A small molecule with about a dozen valence electrons has a correlation energy of several eV. Its ionisation energy is near ten eV, and a good calculation should get that to within a few hundredths of an eV. An ionisation energy is the difference of two total energies, and the question below asks what its error says about them.

QUESTION

The radical H₂SiBH₂ is ionised at fixed atoms from its doublet ground state to a triplet cation. The electron removed is one of a pair; taking the unpaired electron instead would give a singlet cation, which is not considered here. The table compares this vertical ionisation energy, called the gap, at several levels of theory with CCSDT(Q) in the same small basis.

Vertical ionisation of H₂SiBH₂ from the neutral doublet to the triplet cation, calculated with Ansatz 0.2.0 and Ansatz afq 1 (own AFQMC program) in the 6-31G basis, with UHF determinants, frozen cores and a PBE0/def2-TZVP geometry. In AFQMC, "ph" means phaseless with the trial named after the slash, "released" that the constraint is let go, and "free" that there is none.

```
         level  this level less the reference (CCSDT(Q), same basis) (meV)  statistical noise, one standard error (meV)
            HF                                                      -85.00                                         0.00
           MP2                                                      111.00                                         0.00
          CCSD                                                       21.00                                         0.00
       CCSD(T)                                                       11.00                                         0.00
         CCSDT                                                        0.00                                         0.00
   ph-AFQMC/HF                                                       45.00                                        37.00
 ph-AFQMC/CISD                                                       26.00                                         8.00
released AFQMC                                                        5.00                                         9.00
    free AFQMC                                                        5.00                                         9.00
```

The same calculations give the total energy of the neutral radical. It lies above the CCSDT(Q) value by 3578 meV in Hartree-Fock (HF), 913 meV in MP2, 88 meV in CCSD and 21 meV in CCSD(T). Eleven electrons are correlated in the neutral and ten in the cation.

(a) A student reads the table and says: "HF is closer than MP2, so correlation hardly matters in this molecule." Test the statement.

(b) A second student says: "The cation has one electron fewer, so each method misses a little less correlation there." Turn this into a prediction and test it.

(c) What do the errors from HF to CCSDT then say about the two states, and what might be the physical reason?

MODEL ANSWER

(a) Let M be the energy by which a method lies above CCSDT(Q) for one state, that is, the correlation energy it fails to recover. The gap is the energy of the cation less that of the neutral, so its error is

error of the gap = M(cation) − M(neutral)

For HF, M is the whole correlation energy. It is 3578 meV in the neutral and 3578 − 85 = 3493 meV in the cation. The student's statement is wrong: HF leaves out about 3.5 eV in each state, roughly forty times its error in the gap. The gap comes out well because the two omissions almost cancel.

(b) The simplest reading of the second statement is that the unrecovered energy grows in proportion to the number of electrons. Then M(cation) is ten elevenths of M(neutral), and

error of the gap = −M(neutral) / 11

For MP2 this gives −913/11 = −83 meV, while the table has +111 meV. For HF the sign is right, but the predicted −325 meV is almost four times too large.

A milder reading does better at the start. Suppose that the two correlation energies are what they are, and that each method recovers the same share of both. The HF error of −85 meV then shrinks in step with what the method leaves over:

error of the gap = −85 meV × M(neutral) / 3578 meV

For MP2 the last factor is 913/3578, about one quarter, and the prediction is −22 meV. The HF row serves here as the starting point; the MP2 row was not used.

Both versions demand a negative error at every level that leaves some correlation out. MP2, CCSD and CCSD(T) all have positive errors, so both versions fail in sign and not merely in size. The printed output after this text lists their predictions up to CCSD(T), from HF on for the first version and from MP2 on for the second. Neither contains a fitted constant, though the second takes the HF error from the table.

(c) What has to go is the assumption of equal shares. Adding the error of the gap to M(neutral) gives M(cation) = 913 + 111 = 1024 meV for MP2. MP2 thus recovers 74.5 % of the correlation energy in the neutral but only 70.7 % in the cation. That gap of 3.8 percentage points looks harmless, yet it acts on a correlation energy of 3.5 eV and raises the cation by about 130 meV. This outweighs the −22 meV expected from equal shares and turns the sign.

CCSD repeats the pattern on a smaller scale. It recovers about 97 % in both states, with the cation behind by less than one percentage point, and this is enough for its error of 21 meV. Triple excitations remove the rest: the perturbative estimate in CCSD(T) takes away about half, and the full treatment in CCSDT all of it. The numbers therefore show that the cation is the state whose correlation is harder to recover, until triples are treated in full.

Why it is harder has to be argued from theory. Electrons avoid one another by mixing in configurations in which two of them have moved to empty orbitals, and the mixing is stronger when the move costs little energy. Going from the doublet to the triplet removes a spin-down electron from a valence orbital and leaves a low-lying vacancy. The remaining spin-down electrons can use it. This would explain why the cation, with one electron fewer, keeps nearly all of the correlation energy.

The same vacancy would make trouble for MP2. MP2 takes the cost of a move from HF orbital energies, which leave out the attraction between the promoted electrons and the holes they leave behind. On balance the cost comes out too high and the mixing too weak. The mistake weighs most where the true cost is small, and higher-order terms, such as those that coupled cluster sums, are needed to repair it within this approach. The argument does not make every state with vacancies rich in correlation. Ionisation to the triplet also breaks an electron pair, which by itself lowers the correlation energy, and a vacancy can offset this loss only as far as the remaining electrons can reach it at low cost. Where they can, a low-order method may be expected to recover a smaller share of the correlation energy.

REMARKS ON THE REASONING

The first student took a small error in a difference for small errors in its parts. One total energy is enough to expose the mistake. The same caution holds for the choice of method: the 85 meV of HF and the 111 meV of MP2 are similar in size, but MP2 has recovered about three quarters of the correlation energy and HF none. The better gap of HF is no sign of a better description of either state.

The second student had a sound idea, and it deserves a fair test. Fewer electrons do mean somewhat less correlation here, and the negative sign of the HF error reflects this. The idea fails when it is carried over from the amount of correlation to the ease of recovering it. These are separate properties of a state, and in the errors from MP2 to CCSD(T) the second outweighs the first.

Part (c) contains two kinds of statement, and a good answer keeps them apart. The shares recovered in the cation follow from the table and the energies of the neutral by addition. They locate the error but can't fail as a test, since the error of the gap went into them. The vacancy is an explanation laid over these shares, and the numbers agree with it without proving it.

A candidate may call the random-walk method AFQMC as a further witness. In its phaseless form a trial wave function constrains the walk, and with the CISD trial the gap is too high by 26 ± 8 meV, although the neutral alone agrees with the reference within the noise. This again points to the cation. The witness is not independent, however, because that trial is built from the CCSD solution and may inherit its weakness. The walks without the constraint agree with CCSDT(Q) within their noise, but the reference had been accepted only after such a comparison, so this agreement is partly built in.

All these energies belong to a basis without polarisation or diffuse functions. Such a basis gives electrons little room to avoid one another, so a larger one would raise the correlation energies of both states and could shift their balance. The errors compare the methods within this basis and do not say how far any of them is from experiment.

One question stays open. The cation would also look hard to correlate if its HF starting point were a poor one, either mixed with other spin states or not the lowest solution. A solution that is not the lowest puts the HF energy too high. Spin mixing does not, but it makes a low-order method such as MP2 recover correlation slowly. Either could leave MP2 with a smaller share in the cation, just as a low-lying vacancy would. The spin expectation value of the cation's HF determinant, and a search for a lower solution, would help to tell whether the difficulty lies in the cation itself or in the determinant from which its description starts.

Printed output of the fit:

```
Energy missed in the neutral at HF, MP2, CCSD, CCSD(T), in meV: 3578, 912.8, 88.35, 21.28
Energy missed in the cation at HF, MP2, CCSD, CCSD(T), in meV: 3493, 1024, 109.3, 32.28
Share of correlation recovered in the neutral at MP2, CCSD, CCSD(T), in percent: 74.49, 97.53, 99.41
Share of correlation recovered in the cation at MP2, CCSD, CCSD(T), in percent: 70.69, 96.87, 99.08
Gap error from electron count at HF, MP2, CCSD, CCSD(T), in meV: -325.3, -82.99, -8.032, -1.935
Gap error from equal shares at MP2, CCSD, CCSD(T), in meV: -21.69, -2.099, -0.5055
Neutral correlation energy over size of HF gap error: 42.1
Correlation energy lost on ionisation, in percent of the neutral value: 2.376
Correlation energy per correlated electron in the neutral, in meV: 325.3
Correlation energy per correlated electron in the cation, in meV: 349.3
Change of the gap from HF to MP2, in meV: 196
Change of the gap from CCSD to CCSD(T), in meV: -10
Energy missed in the neutral at CCSDT, in meV: 1.99
Neutral energy less reference, phaseless with CISD trial, in meV: -2.71
Cation energy less reference, phaseless with CISD trial, in meV: 23.29
Gap error over noise, phaseless with HF trial: 1.216
Gap error over noise, phaseless with CISD trial: 3.25
Gap error over noise, released walk: 0.5556
```
